**Problem: the 4d$_{5/2}$ photoionisation curve of Hf$^{2+}$**

A photon removes an electron from the N5 (4d$_{5/2}$) subshell of Hf$^{2+}$, treated as independent particles in a Dirac-Hartree-Slater potential. The table gives, against the electron kinetic energy $E$, the cross section $\sigma$ and beta, the asymmetry parameter $\beta$ in $d\sigma/d\Omega \propto 1+\beta P_2(\cos\theta)$, with $\theta$ measured from the polarisation. N5 is an inner subshell, lying below 4f, 5s, 5p and 5d. It binds by about 210 eV in neutral Hf (a rough recalled value) and by more in the ion.

Radial Dirac-Fock and Kohn-Sham solver 2: photoionisation of the N5 (4d5/2) subshell of Hf2+ ([Xe] 4f14 5d2), independent particles without interchannel coupling. Bound and continuum orbitals in the initial state's Dirac-Hartree-Slater potential with a Latter tail; all multipoles, length form; thresholds from Dirac-Fock Delta-SCF; nuclear rms radius 5.347 fm.

| kinetic energies (eV) | cross section (Mb) | beta |
| --- | --- | --- |
| 1.50 | 0.3641 | -0.883 |
| 1.88 | 0.3639 | -0.849 |
| 2.35 | 0.3636 | -0.805 |
| 2.93 | 0.3629 | -0.748 |
| 3.67 | 0.3618 | -0.674 |
| 4.58 | 0.3599 | -0.582 |
| 5.73 | 0.3568 | -0.467 |
| 7.17 | 0.3519 | -0.327 |
| 8.96 | 0.3445 | -0.163 |
| 11.21 | 0.3338 | 0.025 |
| 14.01 | 0.3188 | 0.227 |
| 17.52 | 0.2986 | 0.428 |
| 21.91 | 0.2731 | 0.595 |
| 27.39 | 0.2457 | 0.678 |
| 34.25 | 0.2186 | 0.610 |
| 42.82 | 0.1964 | 0.332 |
| 53.54 | 0.1839 | -0.139 |
| 66.95 | 0.1856 | -0.643 |
| 83.71 | 0.2044 | -0.954 |
| 104.7 | 0.2404 | -0.966 |
| 130.9 | 0.2883 | -0.752 |
| 163.7 | 0.3378 | -0.442 |
| 204.6 | 0.3797 | -0.119 |
| 255.8 | 0.4068 | 0.183 |
| 319.9 | 0.4108 | 0.451 |
| 400.0 | 0.3903 | 0.674 |

In the nonrelativistic dipole limit a d electron leaves as a p or an f wave, with radial integrals $R_p$ and $R_f$ and phase difference $\Delta=\delta_f-\delta_p$. With $r=R_f/R_p$, the Cooper-Zare formula gives

$$\sigma=\sigma_p+\sigma_f\propto 2R_p^2+3R_f^2,\qquad \beta=\frac{2+12r^2-36\,r\cos\Delta}{10+15r^2}.$$

**(a) What can beta alone say about how $\sigma$ divides between p and f? Work the row at 104.7 eV.**

*Solution.* The system resembles a two-beam interferometer. The p and f waves are the beams, beta reads the fringe, and $\sigma$ is the summed intensity, from which the cross term drops out on integrating over angle. Deep fringes need beams of similar strength, while weak fringes may mean either one faint beam or a phase near quadrature. The analogy ends in two places: each wave alone is already anisotropic ($\beta=0.2$ for pure p, $0.8$ for pure f), and the relativistic calculation has three outgoing waves, p$_{3/2}$, f$_{5/2}$ and f$_{7/2}$, plus higher multipoles.

Requiring $|\cos\Delta|\le 1$ for $\beta<0.2$ gives $(12-15\beta)r^2-36|r|+(2-10\beta)\le 0$. For $\beta=-0.966$ the outer coefficients are $26.49$ and $11.66$, the discriminant is $1296-4(26.49)(11.66)=60.5$, and

$$|r|=\frac{36\mp 7.78}{52.98}=0.533 \text{ to } 0.826 .$$

The f share $3r^2/(2+3r^2)$ therefore lies between 0.30 and 0.51, and with $\sigma=0.2404$ Mb the p channel carries 0.119 to 0.169 Mb. Nothing is fitted here. The interval is narrow because $\beta=-1$, with no emission along the polarisation, is reached only at $|r|=2/3$, an f share of 0.4, with complete destructive interference.

At 1.50 eV the same condition puts the f share between 0.22 and 0.60. Within the two-channel formula the table thus shows that p and f are of comparable strength at threshold and again near 100 eV. This is unusual, since the $l+1$ channel normally dominates. Standard reasoning suggests a cause, which the table does not test: the large 4d→f strength that forms the giant resonance of xenon and the open-4f lanthanides belongs, in Hf, mostly to the 4d→4f transition, which the full 4f shell blocks. The continuum f wave must be orthogonal to 4f and inherits only the remainder. Where beta lies between about 0.2 and 0.7 the bounds are nearly empty (0.03 to 1.00 at 27.39 eV), as with weak fringes.

**(b) Why does $\sigma$ start finite and flat while beta climbs quickly, and how far does the Coulomb phase account for the climb?**

*Solution.* The outgoing electron moves in an attractive tail $-Z/r$ with $Z=3$, the ion charge plus one. Inside the small 4d region it has already gained far more energy from the potential than the few eV it keeps at infinity, so the energy-normalised wave there hardly depends on $E$. Both radial integrals tend to constants, and the Wigner threshold law for an attractive Coulomb field gives a finite $\sigma$. The table agrees: $\sigma$ drops by only 0.63% of its first value between 1.50 and 3.67 eV, while beta moves from $-0.883$ to $-0.674$.

The phase, in contrast, accumulates far outside the core and changes fast. With $k=\sqrt{2E}$ in atomic units, the Coulomb part is

$$\Delta_C=-\left[\arctan\frac{Z}{2k}+\arctan\frac{Z}{3k}\right].$$

The simplest model keeps $r$ and an offset $\phi$ constant, with $\Delta=\Delta_C+\phi$. An unweighted least-squares fit to beta in the eleven rows up to 14.01 eV, where the amplitudes have the best chance of being steady, gives $r=0.72$ and $\phi=3.07$ rad. The two constants trade against each other and carry no physical meaning. For the 1.50 eV row, which is part of the fit, $k=\sqrt{2(1.50)/27.21}=0.332$, so $\Delta_C=-(1.35+1.25)=-2.60$ rad and $\cos\Delta=0.89$. Then $\beta=(2+6.2-23.1)/17.8=-0.84$, against $-0.883$ in the table.

The model gets the direction and most of the size of the climb, but its rms error of 0.063 in beta is over a hundred times the rounding of 0.0005 and is systematic: the fit lies too high up to 7.17 eV and too low from 8.96 eV, by 0.13 at 14.01 eV. With $r$ and $\phi$ held constant, the Coulomb phase, which advances 0.85 rad over these rows, turns too little to give the whole climb; a changing $r$, a changing short-range phase or both must supply the rest. Continued outside the fitted rows, the model stays within 0.19 up to 34.25 eV and then fails outright, missing by 2.3 at 104.7 eV. The failure is not only one of constant $r$. At that row any $r$ needs $|\cos\Delta|\ge 0.976$, while the model offers 0.61, so the short-range phase must change with energy too. Since $Z=3$ is built into the potential, none of this tests the tail.

These first rows are also the least likely to resemble nature. Independent particles are unreliable near a d threshold, and the 4d$_{3/2}$ edge lies roughly 10 eV higher (again a rough recalled size), so autoionising resonances leading to it would fall across the rows up to about 8.96 eV. The orbitals do not relax around the hole, and the averaging of 5d$^2$ over $j$ removes multiplet structure. The smooth plateau is a property of the model potential.

**(c) The cross section falls in every row to 0.1839 Mb at 53.54 eV, rises to 0.4108 Mb at 319.9 eV and falls again, while beta turns at 27.39 and 104.7 eV. Explain the dip, and why it coincides with neither turn of beta.**

*Solution.* The 4d orbital has one radial node, so $R_f$ is a sum of contributions of opposite sign. As $E$ rises, the oscillations of the f wave move inward across the 4d lobes, the balance shifts, and $R_f$ can pass through zero. This is a Cooper minimum; theory allows it here, and the question is whether the table supports it. At a zero of $R_f$, $\beta=0.2$. Cubic-spline interpolation in $\ln E$ puts $\beta=0.2$ at 13.6, 45.9 and 259 eV, and phases alone can also produce that value.

A zero at $E_0$ demands more. Since $\sigma_f\propto R_f^2$ vanishes there together with its slope, $\sigma_p$ must touch $\sigma$ tangentially. Take $\sigma_p\propto(E+I)^{-n}$, a power of the photon energy with threshold $I$ guessed as 210, 240 or 270 eV. The spline value and slope of $\sigma$ at $E_0$ then fix the amplitude and $n$ with no fitting, and the curve can be held against the bounds of part (a) in all 26 rows. At 45.9 eV it has $n=1.9$ to $2.4$ and stays inside the bounds in every row, for each $I$. At either outer crossing 19 or 20 rows fall outside. Part of that count reflects the rigid power law, but the direct reading points the same way: a zero at 259 eV would need $\sigma_p=0.41$ Mb, more than twice the 0.169 Mb allowed at 104.7 eV, and a zero at 13.6 eV would need 0.32 Mb, above the 0.285 Mb allowed at 1.50 eV.

The middle crossing is thus the only one compatible with a smoothly falling p channel. This is consistency, not proof. The test bites only near threshold and between about 43 and 130 eV, and the curve runs close to the upper bound (0.146 against 0.147 Mb at 83.71 eV). It also gives an f share of $0.0883/0.3641=0.24$ at 1.50 eV, where the fit in (b) has 0.44, so the division at threshold is known only within the bounds. The f$_{5/2}$ and f$_{7/2}$ amplitudes need not vanish at one energy, which would blur the zero into a deep minimum.

Granting the zero, the irregular rows follow. The dip is shallow, 0.505 of the first row, because p continues underneath. The slope of $\sigma$ at $E_0$ is that of the falling $\sigma_p$, so the total bottoms out only when the regrowing f channel offsets it: the spline minimum is at 59 eV, 13 eV above the crossing. That offset is an input to the tangent construction and no separate confirmation. Beta peaks early, at 0.678, because the interference term is proportional to $r$ and dies as $R_f$ shrinks. Past $E_0$ the sign of $r$ reverses, and beta drops below 0.2. It is lowest where $r$ has regrown to the neighbourhood of $2/3$, which is why the minimum of beta sits on the rising flank of $\sigma$.

With this division and $I=240$ eV, the implied $\cos\Delta$ (taking $r<0$ below $E_0$) rises in every row from $-0.98$ to 1.00 at 83.71 eV, with no jump at the zero (the tangency and the chosen sign ensure that), and then falls to 0.09 at 400.0 eV. The outer crossings of 0.2 are then matters of phase and mixing. If $\Delta$ passes through zero instead of turning back, which the cosine cannot decide, it advances about $2.9+1.5=4.4$ rad, against $0.85+1.30=2.15$ rad from the Coulomb part. A plausible but untested source of the rest is the short-range p phase, which starts high because of the many bound p shells and declines with energy.

The broad maximum, near 296 eV by the spline, is the recovery of f, which in this division holds about nine tenths of $\sigma$ there, and beta rises toward the pure-f value of 0.8, which it may overshoot if $\cos\Delta$ turns negative. The last row lies 5% below the 319.9 eV row. The usual argument is that the continuum wave now oscillates within the 4d lobes and the integrals begin to cancel; the extrapolated power law assigns about half of the drop to each channel.

The mechanism suggests how neighbours should behave. A nodeless 3d subshell should have no such zero. Removing another outer electron from Hf$^{2+}$ shifts the potential in the 4d region by nearly a constant, so the zero should stay at about the same photon energy while the threshold rises, which moves the dip to lower kinetic energy. Interchannel coupling to the 4f, 5p and 5d continua matters most where a channel is weak, so the position and depth of this dip, like the threshold rows, are exposed to its neglect.
